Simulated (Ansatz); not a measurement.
## A series in volume scale on Cu

Results calculated with Ansatz 0.2.0, not measured. Periodic Kohn-Sham DFT of a crystal at fixed atoms, scaled to volume_scale times the given cell; pressure positive in compression, energy less spherical unpolarised free atoms, largest_vzz the field gradient of largest size among the nuclei.

The cell before it is scaled or strained (space group Fm-3m, No. 225):
```
Cu
1.0
      0.0000     1.8149     1.8149
      1.8149     0.0000     1.8149
      1.8149     1.8149     0.0000
Cu
1
Direct
  0.00000 0.00000 0.00000
```

Settings of every row: method all-electron LAPW; functional PBE; relativity scalar; k mesh 20x20x20; filling fermi-dirac; smearing width 0.03 eV; basis error target 0.5 meV/atom; nucleus gaussian.

Atom start moment: 0 on all atoms.

```
row  volume scale  V (Å³/atom)  energy less free atoms (eV/atom)  pressure (GPa)
  1          0.96       11.478                           -3.7522            6.35
  2          0.98       11.717                           -3.7591           2.969
  3             1       11.956                                 ?               ?
  4          1.02       12.195                           -3.7592          -2.677
  5          1.04       12.434                           -3.7534          -5.018
```

Question: what energy less free atoms and pressure should row 3 give?

Worked fit of energy less free atoms. Take u = (V_r/V)^(2/3) − 1 with V_r = 11.956 Å³ an atom, which is twice the finite (Eulerian) strain; such expansions in the strain, on which the Birch-Murnaghan equation of state is built, carry the rest volume and the bulk modulus. The shown rows have u = 0.02757, 0.01355, -0.01311, -0.0258. Least squares give energy less free atoms = −3.76126 + 0.0009 × u + 11.87 × u² eV/atom; a straight line predicts inner rows, each left out in turn, worse (root mean square 0.0049 against 7.9e-05 eV/atom). All shown rows lie on it to the printed digit. Its lowest point lies at u = -0.0000, or V = 11.96 Å³ an atom, and the curvature there gives the bulk modulus at fixed shape and fractions, B = (4/9)(1 + u)² E″(u)/V = 141 GPa. The withheld row has u = 0, so the fit gives −3.76126 + 0.0009 × (0) + 11.87 × (0)² = -3.7613 eV/atom.

The calculation gave -3.7613 eV/atom. The fit meets it to the printed digit.

Worked fit of pressure. Take u = (V_r/V)^(2/3) − 1 with V_r = 11.956 Å³ an atom, which is twice the finite (Eulerian) strain; such expansions in the strain, on which the Birch-Murnaghan equation of state is built, carry the rest volume and the bulk modulus. The shown rows have u = 0.02757, 0.01355, -0.01311, -0.0258. Least squares give pressure = −0.0267 + 211.692 × u + 709 × u² GPa; a straight line predicts inner rows, each left out in turn, worse (root mean square 0.29 against 0.0076 GPa). The rows lie off it by 0.001, -0.003, 0.003, -0.002. The pressure vanishes at u = 0.0001, or V = 11.95 Å³ an atom, and there the bulk modulus at fixed shape and fractions is B = −V dP/dV = (2/3)(1 + u) dP/du = 141 GPa. The withheld row has u = 0, so the fit gives −0.0267 + 211.692 × (0) + 709 × (0)² = -0.027 GPa.

The calculation gave -0.027 GPa. The fit meets it to the printed digit.
